## Six free atoms and the energies measured against them

A free atom is the zero from which the binding of a solid is counted, and a poor choice of zero shifts every number built on it. The table holds six such atoms, each alone in a large box and computed with a gradient-corrected density functional. A single atom has no shape to relax. The questions below ask what the energies mean, how far they can be trusted and what the electron levels can tell.

Free atoms, each alone in a 15 × 15.5 × 16 Å box, computed with Ansatz 0.2.0 using spin-polarised, scalar-relativistic PBE+D3(BJ) and plane-wave PAW (cutoff 420 eV, Γ point only, Gaussian smearing 0.005 eV, symmetry off). The energy over elements is taken at zero smearing, relative to the element's standard state with the same functional and dispersion correction.

| species | starting moment | energy over elements (eV/atom) | spin moment (μB) | level gap (eV) |
| --- | --- | --- | --- | --- |
| B | 1 μB | 6.455 | 1.00 | 0.546 |
| C | 2 μB | 8.004 | 2.00 | 0.514 |
| Co | 3 μB | 5.445 | 3.00 | 0.286 |
| Cu | 1 μB | 4.118 | 1.00 | 0.834 |
| Ru | 4 μB | 7.382 | 4.00 | 0.827 |
| Si | 2 μB | 4.867 | 2.00 | 0.242 |

### 1. What does the energy over elements measure, and which atom costs most?

It is the energy, counted per atom, needed to separate the elemental solid into single free atoms. Carbon costs most, 8.0 eV, and copper least, 4.1 eV. A large value therefore marks a strongly bound solid, not an unstable atom.

### 2. Why does carbon cost so much more than silicon?

The two free atoms are alike. Each has two s electrons and two unpaired p electrons, as the spin moment of 2 μB reflects. The difference of 3.1 eV should then come mainly from the solids.

Theory gives the reason. No p shell lies beneath carbon's 2p orbitals, so they are compact, and neighbouring atoms come close and overlap strongly. Silicon's 3p orbitals are held further out by the filled 2p shell, and its bonds are longer and weaker. Boron fits this picture: it has one valence electron fewer than silicon but compact 2p orbitals, and its solid is still the more strongly bound of the two.

### 3. Why does ruthenium hold its atoms so much more tightly than copper, and what does that mean for an evaporation source?

In a metal the d orbitals of neighbouring atoms combine into a band whose lower part binds and whose upper part weakens the binding. The copper atom has ten d electrons. They fill both parts, so the binding is left mostly to the s electrons. Ruthenium has about seven, which leaves much of the upper part empty. Cobalt's d shell is also part-filled, but 3d orbitals overlap less than 4d orbitals, and its energy falls between the other two.

Both metals evaporate mainly as single atoms. Their vapour pressures then contain the factor exp(−E/kT), where E is the energy over elements, k Boltzmann's constant and T the temperature. At 1500 K, kT is about 0.13 eV. Copper is already molten there, which changes the estimate little. The difference of 3.26 eV is some 25 times kT, so ruthenium's factor is about 10¹¹ times smaller than copper's. The pressures themselves should differ by somewhat less, because the heavier ruthenium atom, its many low-lying electronic states and its stiffer solid all favour its vapour in the term that multiplies the exponential. A source just hot enough to evaporate copper readily will deliver practically no ruthenium.

### 4. Which digits of these energies can be trusted?

The table prints thousandths of an eV, but even the tenths are unsafe. Compared with rough recalled measured values, every energy here is too high, by about 0.3 eV for silicon, about 1.0 eV for cobalt and 0.6 to 0.7 eV for the other four. The errors are uneven enough to change an order. The table puts cobalt above silicon, whereas the measured values put it slightly below.

Part of the excess comes from effects left out of the calculation. Zero-point motion would loosen the solids, by roughly 0.2 eV in carbon and by less in the others. Spin–orbit coupling would lower the free cobalt and ruthenium atoms by an expected one to two tenths of an eV. The dispersion correction adds to the excess: it brings attraction in the solid and practically none in a lone atom, so it raises the energy. In copper and silicon it is expected to be about as large as the whole excess, since PBE without it is known to come close to the measured values there. These six runs alone do not separate its share from the functional's.

For a process estimate this matters more than it may seem. Copper's excess of about 0.6 eV, put into the same exponential at 1500 K, makes the predicted vapour pressure about a hundred times too low. The ratio of the copper and ruthenium factors largely survives, because both carry nearly the same excess, but an absolute evaporation rate does not.

### 5. What would change if the atom were in another state?

The solid stays the same, so any change in the atom's energy passes straight into the result. If the electrons of carbon, silicon, cobalt or ruthenium were forced to pair as far as possible, the atom would lie higher and the energy over elements would rise. Boron and copper have only one unpaired electron, which has no partner to pair with. If a lower atomic state has been missed, finding it would make the energy fall. The search for lower states was a light one for every atom, and the doubt is greatest for boron and ruthenium, whose states were not tested for stability; boron's moment is also only loosely converged. Both do show their textbook fillings, one 2p electron in boron and seven 4d and one 5s electron in ruthenium, so a gross error is unlikely.

The spin moment is a weak guard against such a mistake. It equals the starting moment in every row, and cobalt shows how much it can hide. The textbook cobalt atom has seven 3d and two 4s electrons, but the computed one has about 7.7 and 1.3. Both the textbook filling and one with eight 3d electrons and one 4s electron give 3 μB, and so does the mixture found here. No level is partly filled: the mixture arises because a minority-spin orbital is itself part 3d and part 4s, which a perfectly round atom would not allow.

### 6. What does the level gap separate?

It is the distance between the highest filled and the lowest empty one-electron level. In boron, carbon and silicon both levels are p levels of the majority spin. In a spherical atom they would have the same energy. The calculation has to fill some p orbitals and leave others empty, which makes the electron cloud non-spherical and pushes the levels apart.

In the three metals the gap lies in the minority spin. For copper it runs from the filled 3d shell to the empty 4s level. The gaps of copper and silicon thus measure different things, and their ratio has no simple meaning.

### 7. Removing an electron from these atoms takes roughly 7 to 11 eV. Why are the level gaps all below 1 eV?

Let I be the energy needed to remove an electron and A the energy gained by adding one. The energy needed to move an electron from one atom to a distant atom of the same kind is I − A. One might expect the level gap to equal it, but the functional used here does not work that way.

As long as one shell is being filled, such a functional makes the energy a nearly smooth function of the number of electrons, even for fractions of an electron. Let x be the number of electrons added, and draw a parabola through the three whole-number points: energy I at x = −1, zero at x = 0 and −A at x = 1. Its slope at the neutral atom is −(I + A)/2. Janak's theorem says that a level's energy is the slope of the total energy with respect to that level's occupation. On a smooth curve the slope is the same on both sides of x = 0, so the highest filled and the lowest empty level should both lie near −(I + A)/2.

Silicon shows how this works. With rough recalled values of 8.2 eV for I and 1.4 eV for A, the parabola puts both levels near −4.8 eV. Counted from the mean potential of the box, which in a box this large should lie close to the vacuum level, the computed levels lie at −4.5 and −4.3 eV. They are close to the predicted place and only 0.24 eV apart, although I − A is 6.8 eV.

Over all six atoms the parabola misses the middle of the two levels by about 0.4 eV (root mean square), with no constant adjusted to the table. The middle alone decides little, since levels at −I and −A would have the same middle. The highest filled level is the sharper test: the parabola misses it by about 0.2 eV, whereas placing it at −I misses by 3.8 eV. The lowest empty level agrees less well: the parabola misses it by about 0.6 eV, against about 3.2 eV for placing it at −A. In all six atoms the middle lies above the predicted place, and I and A here are measured values; the functional's own are expected to be somewhat larger for boron and carbon, which would widen the miss. The output after this text gives the comparison for the middle row by row. The argument is cleanest for boron, carbon and silicon, where the electron removed and the electron added are both p electrons. Copper's close agreement for the middle deserves less weight, because its highest computed level is 3d while the real atom gives up its 4s electron.

In an exact theory the energy would follow straight lines between whole numbers of electrons, with a kink at the neutral atom. The slope would jump there from −I to −A. A smooth functional rounds off the kink, which draws both levels towards the mean slope. In boron, carbon and silicon this leaves only the small splitting described in question 6. Copper's gap runs between two shells, and it is small because those shells also lie close in energy. Even the exact functional would give a level gap smaller than I − A, because the potential that sets the levels itself shifts when an electron is added. Either way, the level gap should not be read as the energy to ionise or charge an atom.

### 8. Why is cobalt's energy the furthest off?

Its unusual mixture of 3d and 4s electrons is an obvious suspect, but the sign needs care. If the textbook filling lies higher in this functional, forcing the atom into it would raise the energy over elements and make the disagreement worse. A lower atomic state missed by the run's light search would have the right sign, and so would a dispersion correction that binds the solid too strongly, though this is not expected to be larger in cobalt than in copper. The stronger suspect is the functional itself. Functionals of this kind are known to place fillings rich in 3d electrons too low against those with two 4s electrons, and the mixture found here is the expected symptom. The real cobalt atom is lowest with seven 3d electrons and must be promoted towards the d-richer filling of the metal. A functional that makes this promotion too cheap overbinds the solid. Copper and ruthenium already have a single s electron as free atoms and should suffer less from it. A solid caught in the wrong magnetic state would have the opposite effect: it would lie too high and make the energy too small. Two further calculations would narrow this down: the atom held in its textbook filling, and both atom and solid without the dispersion correction. Until they are done, the bias towards d-rich fillings is the likeliest cause of cobalt's extra error, but these runs do not show it.

The analysis program printed:

```
Carbon less silicon, energy over elements, eV: 3.137
Ruthenium less copper, energy over elements, eV: 3.264
Power of ten of the Boltzmann factor, Ru against Cu at 1500 K: -10.97
Factor in Cu vapour pressure at 1500 K from its excess energy: 119.2
Energy over elements against rough recalled values, eV:
  row  computed  recalled  excess  rough zero-point energy of solid
    B     6.455       5.8   0.655                            0.1357
    C     8.004       7.4   0.604                            0.2133
   Co     5.445       4.4   1.045                           0.04363
   Cu     4.118       3.5   0.618                           0.03296
   Ru     7.382       6.7   0.682                           0.05817
   Si     4.867       4.6   0.267                           0.06204
Mean excess over the recalled values, eV: 0.6452
Co 3d electrons: 7.651
Co 4s electrons: 1.319
Co unpaired electrons in 3d: 2.329
Co unpaired electrons in 4s: 0.6778
Gaps in the two spin channels, eV:
  row  majority  minority  level gap
    B    0.5458     5.367      0.546
    C    0.5137     7.253      0.514
   Co     3.734    0.2857      0.286
   Cu     4.045    0.8336      0.834
   Ru     3.558    0.8268      0.827
   Si    0.2422     6.044      0.242
Frontier levels and the parabola, eV:
  row  middle of levels  minus half of I plus A  parabola less middle  I less A  level gap in percent of I less A
    B            -3.862                   -4.29               -0.4282      8.02                             6.808
    C            -5.806                   -6.15               -0.3443       9.7                             5.299
   Co            -4.014                   -4.28               -0.2657      7.24                              3.95
   Cu            -4.405                   -4.45              -0.04527       6.5                             12.83
   Ru            -3.705                    -4.2                -0.495       6.4                             12.92
   Si             -4.41                    -4.8               -0.3902       6.8                             3.559
Rms miss of the parabola for the middle of the levels, eV: 0.3587
Rms miss of the rival, highest filled level at minus I, eV: 3.835
```
